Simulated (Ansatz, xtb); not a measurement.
## Two isomers of C3H5F3

Structure a: `C[C@H](F)C(F)F`, a singlet. Structure b: `CC(F)(F)CF`, a singlet. Both are isolated molecules in the gas phase, relaxed with PBE0-D3(BJ)/def2-SVP; each stands in its lowest conformer found.

Energies in hartree; the thermal terms are from PBE0-D3(BJ)/def2-SVP harmonic frequencies (ideal gas, rigid rotor, one conformer each, 298.15 K, 1 atm) and include the zero-point energy:

```
                              a           b
E, CCSD(T)/def2-SVP  −415.534569  −415.538058
    E, MP2/def2-SVP  −415.470246  −415.473693
  E, MP2/def2-TZVPP  −416.262932  −416.266207
  zero-point energy     0.082173     0.081495
       H(298 K) − E     0.089304     0.088654
       G(298 K) − E     0.051990     0.051517
```

Problem. Correct the CCSD(T) difference for the basis set by the MP2 change, then work out ΔE, ΔE₀, ΔH and ΔG for a → b in kcal/mol (1 Eh = 627.51 kcal/mol) and the equilibrium ratio [b]/[a].

Solution. 1. Differences b − a: CCSD(T) −0.003489, MP2 in the small set −0.003447, MP2 in the large set −0.003275 Eh.
2. ΔE = −0.003489 + (−0.003275 − (−0.003447)) = −0.003317 Eh = −2.08 kcal/mol.
3. ΔE₀ = ΔE + ΔZPE = −0.003317 + (−0.000678) Eh = −2.51 kcal/mol.
4. ΔH = ΔE + (−0.000650) Eh = −2.49 kcal/mol.
5. ΔG = ΔE + (−0.000473) Eh = −2.38 kcal/mol, so ΔS = (ΔH − ΔG)/T = −1.6 J/(mol K).
6. kT = 0.9442 mEh, so K = [b]/[a] = exp(−ΔG/kT) = exp(+4.01) ≈ 55.

Structure b is favoured at this temperature. An error of 1 kcal/mol in ΔG would change K by a factor of 5.4. Mirror images and further conformers aren't counted.

As drawn, both hold the same kinds of bond in the same numbers.

Other levels gave ΔE = −2.1 (GFN2-xTB); −2.2 (HF/STO-3G, GFN2-xTB geometries); −2.5 (r2SCAN-D4/def2-SVP, GFN2-xTB geometries); −2.1 (PBE0-D3(BJ)/def2-SVP); −2.1 (HF/def2-SVP); −2.2 (MP2/def2-SVP); −2.2 (CCSD(T)/def2-SVP) kcal/mol. The correlated steps freeze 6 core orbitals. Programs: Ansatz 0.2.0, xtb 6.7.1.

The preference for b is mainly electronic, with zero-point energy adding to it and entropy taking back very little. Both isomers contain one geminal CF2 unit and the same number of vicinal F/F contacts, so neither the geminal stabilisation nor the gauche effect separates them by simple counting. What differs is where the pair sits: on the inner carbon in b, on the chain end in a. Fluorine leaves its carbon electron-poor, and an alkyl neighbour relieves this better than hydrogen does. In b the methyl group faces two C–F bonds instead of one, which probably strengthens both the polar attraction and the donation from σ(C–H) into σ*(C–F).

Hartree–Fock already gives nearly the full energy difference, which suggests that electrostatics and delocalisation set the order, with differential correlation playing only a minor part. The ratio describes thermodynamic equilibrium only: exchanging the isomers means breaking strong C–F and C–H bonds, so without a catalytic or reactive pathway a real sample would keep the composition its synthesis gave it.
